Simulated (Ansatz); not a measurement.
## Swapping NH2 for Cl on Si: the atomisation energy

On one Si centre, n of the NH2 ligands are replaced by Cl. The atomisation energy (no zero-point term) y in kJ/mol at CCSD(T)/CBS estimate. Shapes, held fixed at every level: PBE0-D4/def2-TZVP. Flexible molecules stand in one conformer, not always the lowest. Programs: Ansatz 0.2.0.

```
   molecule  n  y (kJ/mol)
   Si(NH2)4  0        4680
 Si(NH2)3Cl  1        3931
Si(NH2)2Cl2  2           ?
      SiCl4  4        1620
```

Task: Fit y = c + s·n to the known rows and predict Si(NH2)2Cl2.

Result: 
1. Means of the 3 rows: n = 1.66667, y = 3410.3.
2. Σ(Δn)² = 8.6667, Σ(Δn·Δy) = -6640.7, so the slope is -6640.7/8.6667 = -766.23.
3. Intercept: 3410.3 − (-766.23) × 1.66667 = 4687.4. The largest residual of the fit is 9.8.
4. Si(NH2)2Cl2: 4687.4 + (-766.23) × 2 = 3155 kJ/mol.

The run gave 3176 kJ/mol, so the prediction is off by -21 kJ/mol, more than the scatter of the fit. The steps per swap are -749, -755, -778 kJ/mol. The slope is the difference between a Si–Cl and a Si–NH2 bond with the ligands’ own bonds. Other levels give for Si(NH2)2Cl2: wB97M-V/def2-TZVPP 3198; wB97X-V/def2-TZVPP 3192; B2PLYP/def2-TZVPP 3121 kJ/mol. Spin-orbit coupling of the free atoms (NH2 0, Cl 4 kJ/mol each; the atoms kept shift only the intercept) is left out. The CBS estimate extrapolates MP2 from def2-TZVPP and def2-QZVPP and adds CCSD(T) − MP2 in the triple-zeta set, cores frozen.

Each replacement of NH2 by Cl lowers the atomisation energy mainly because two N–H bonds leave the molecule with the amino group. Si–N and Si–Cl single bonds are of similar strength, so the large negative slope is mostly a count of N–H bonds and says little about which ligand silicon holds more tightly.

The departure from the line is chemically more telling. The loss per swap grows from -749 to -778 kJ/mol, and both mixed molecules lie above the straight line joining Si(NH2)4 and SiCl4. Mixing the ligands is therefore favourable in electronic energy relative to the two parent compounds. A probable reason is that chlorine makes silicon a better acceptor, strengthening nitrogen lone-pair donation into Si–Cl antibonding orbitals, whereas in Si(NH2)4 four donors compete for weaker acceptors. A model with only one constant contribution per ligand cannot capture this cooperation, which explains why it underestimates Si(NH2)2Cl2. The energies alone do not separate such donation from electrostatic effects between the ligands.
